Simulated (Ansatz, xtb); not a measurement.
Relative energy of two isomers of C4H7FGe

Structure X is `FC1=[CH][GeH2][CH2]C1`, a singlet and structure Y is `FC1=C[CH2][GeH2][CH2]1`, a singlet. Both are isolated molecules in the gas phase, relaxed with PBE0-D3(BJ)/def2-SVP; the shapes shown needn't be the lowest conformers.

X (Å):

```xyz
13

C     0.0022   -1.7815    0.5130
C     0.2087   -1.7117    1.8320
C     1.4095    0.2725    0.2565
C     0.6412   -0.8435   -0.4687
F    -0.7722   -2.7064   -0.0561
Ge    1.4128   -0.2434    2.1658
H    -0.2548   -2.4236    2.5166
H     2.7918   -0.6809    2.7016
H     0.8504    0.8443    3.1024
H     0.8983    1.2402    0.1501
H     2.4258    0.4004   -0.1399
H    -0.1440   -0.4479   -1.1355
H     1.3041   -1.4384   -1.1213
```

Y (Å):

```yaml
atoms:
  - { symbol: C, position_ang: [0.2273, -0.7203, -0.0465] }
  - { symbol: C, position_ang: [0.5922, 0.4758, 0.4324] }
  - { symbol: C, position_ang: [1.0235, 1.5495, -0.5231] }
  - { symbol: C, position_ang: [0.2275, -1.0444, -1.5032] }
  - { symbol: F, position_ang: [-0.1633, -1.7050, 0.7685] }
  - { symbol: Ge, position_ang: [0.8545, 0.6579, -2.2783] }
  - { symbol: H, position_ang: [0.5703, 0.6504, 1.5127] }
  - { symbol: H, position_ang: [2.0565, 1.8844, -0.3319] }
  - { symbol: H, position_ang: [0.3849, 2.4457, -0.4559] }
  - { symbol: H, position_ang: [-0.1885, 1.3073, -3.2047] }
  - { symbol: H, position_ang: [2.1891, 0.5117, -3.0299] }
  - { symbol: H, position_ang: [-0.7798, -1.3308, -1.8463] }
  - { symbol: H, position_ang: [0.8977, -1.8917, -1.7211] }
```

Energies in hartree; the thermal terms are from GFN2-xTB frequencies at re-optimised GFN2-xTB minima (ideal gas, soft modes damped towards free rotors, one conformer each, 298.15 K, 1 atm) and include the zero-point energy:

```
                               X            Y
E, CCSD(T)/def2-SVP  −2330.894761  −2330.894973
    E, MP2/def2-SVP  −2330.819363  −2330.819490
  E, MP2/def2-TZVPP  −2331.589240  −2331.589938
  zero-point energy      0.092608      0.091788
       H(298 K) − E      0.100430      0.099661
       G(298 K) − E      0.061071      0.060268
```

Correct the CCSD(T) difference for the basis set by the MP2 change, then work out ΔE, ΔE₀, ΔH and ΔG for X → Y in kcal/mol (1 Eh = 627.51 kcal/mol) and the equilibrium ratio [Y]/[X].

1. Differences Y − X: CCSD(T) −0.000212, MP2 in the small set −0.000127, MP2 in the large set −0.000698 Eh.
2. ΔE = −0.000212 + (−0.000698 − (−0.000127)) = −0.000783 Eh = −0.49 kcal/mol.
3. ΔE₀ = ΔE + ΔZPE = −0.000783 + (−0.000820) Eh = −1.01 kcal/mol.
4. ΔH = ΔE + (−0.000769) Eh = −0.97 kcal/mol.
5. ΔG = ΔE + (−0.000803) Eh = −1.00 kcal/mol, so ΔS = (ΔH − ΔG)/T = +0.3 J/(mol K).
6. kT = 0.9442 mEh, so K = [Y]/[X] = exp(−ΔG/kT) = exp(+1.68) ≈ 5.4.

The two are too close for this level to say which is favoured. An error of 1 kcal/mol in ΔG would change K by a factor of 5.4. Mirror images and further conformers aren't counted.

As drawn, both hold the same kinds of bond in the same numbers.

Other levels gave ΔE = −1.3 (GFN2-xTB); −0.8 (HF/STO-3G, GFN2-xTB geometries); 0.0 (r2SCAN-D4/def2-SVP, GFN2-xTB geometries); −0.5 (PBE0-D3(BJ)/def2-SVP); +0.5 (HF/def2-SVP); −0.1 (MP2/def2-SVP); −0.1 (CCSD(T)/def2-SVP) kcal/mol. The correlated steps freeze 14 core orbitals; the filled d shell of Ge is correlated, in a basis made for valence electrons. Programs: Ansatz 0.2.0, xtb 6.7.1.

The near-balance between the rings reflects a trade between bonds that match in type but not in hybridisation. X has a vinylic Ge–C bond, which the greater s character of the carbon strengthens. Y gives that up for a second allylic C–C bond and a double bond with more alkyl substitution. Fluorine probably helps X somewhat, since its π donation builds up charge on the carbon bound to the electropositive germanium. Y gains little in return from σ(Ge–C)–π hyperconjugation, because its nearly flat ring holds the Ge–C bonds close to the nodal plane of the π bond.

About half of the small free-energy lean towards Y is vibrational. This suggests softer CH₂ deformations, as both methylene groups in Y sit next to the heavy germanium, against only one in X. Entropy hardly matters, as expected for two compact rings of the same size. The ratio describes equilibrium only: moving the double bond requires a hydrogen shift, whose barrier could keep the isomers apart.
